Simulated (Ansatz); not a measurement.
# Ge: the change of energy above lowest point with volume scale

Results calculated with Ansatz 0.2.0, not measured. Free energy against uniform scaling of the volume at fixed shape and fractions; periodic cell, basis, potentials, k mesh and filling as listed.

The cell before it is scaled or strained (space group I4_1/amd, No. 141):
```
cell vectors (Å)
  -2.5745     2.5745     1.3974
   2.5745    -2.5745     1.3974
   2.5745     2.5745    -1.3974
atoms (fractions of the cell vectors)
Ge  0.25000  0.75000  0.50000
Ge  0.50000  0.50000  0.00000
```

Settings of every row: functional PBEsol; dispersion none; potentials PAW; wave cutoff 450 eV; density cutoff 1800 eV; k mesh 12x12x12; k shift 0x0x0; occupations fermi dirac; smearing width 0.1 eV; spin none.

Limits: coarse k mesh, up to 40 meV an atom off; the cell comes from a prototype or a list of computed structures and needn't be the stable phase.

```
row  volume scale  V (Å³/atom)  energy above lowest point (meV/atom)
  1          0.92       17.042                                    26
  2        0.9467       17.537                                   9.3
  3        0.9733       18.029                                     1
  4             1       18.524                                     0
  5        1.0267       19.019                                   5.2
  6        1.0533       19.511                                  15.9
  7          1.08       20.006                                     ?
```

Question: what energy above lowest point should row 7 give?

Worked fit of energy above lowest point. Take u = (V_r/V)^(2/3) − 1 with V_r = 18.276 Å³ an atom, which is twice the finite (Eulerian) strain; such expansions in the strain, on which the Birch-Murnaghan equation of state is built, carry the rest volume and the bulk modulus. The shown rows have u = 0.04771, 0.0279, 0.00911, -0.00895, -0.02622, -0.04266. Least squares give energy above lowest point = −0.36 + 59.1 × u + 10330 × u² meV/atom; a straight line predicts inner rows, each left out in turn, worse (root mean square 8.1 against 0.061 meV/atom). The rows lie off it by 0.0, 0.0, 0.0, 0.1, 0.0, 0.0. The withheld row has u = -0.05851, so the fit gives −0.36 + 59.1 × (-0.05851) + 10330 × (-0.05851)² = 31.5 meV/atom.

The calculation gave 31.1 meV/atom. The fit lies 0.4 meV/atom (1.3 % of the value, 1.3 % of the column's range) above it; its largest miss of a shown row is 0.1 meV/atom. This row lies beyond the range of the fit.
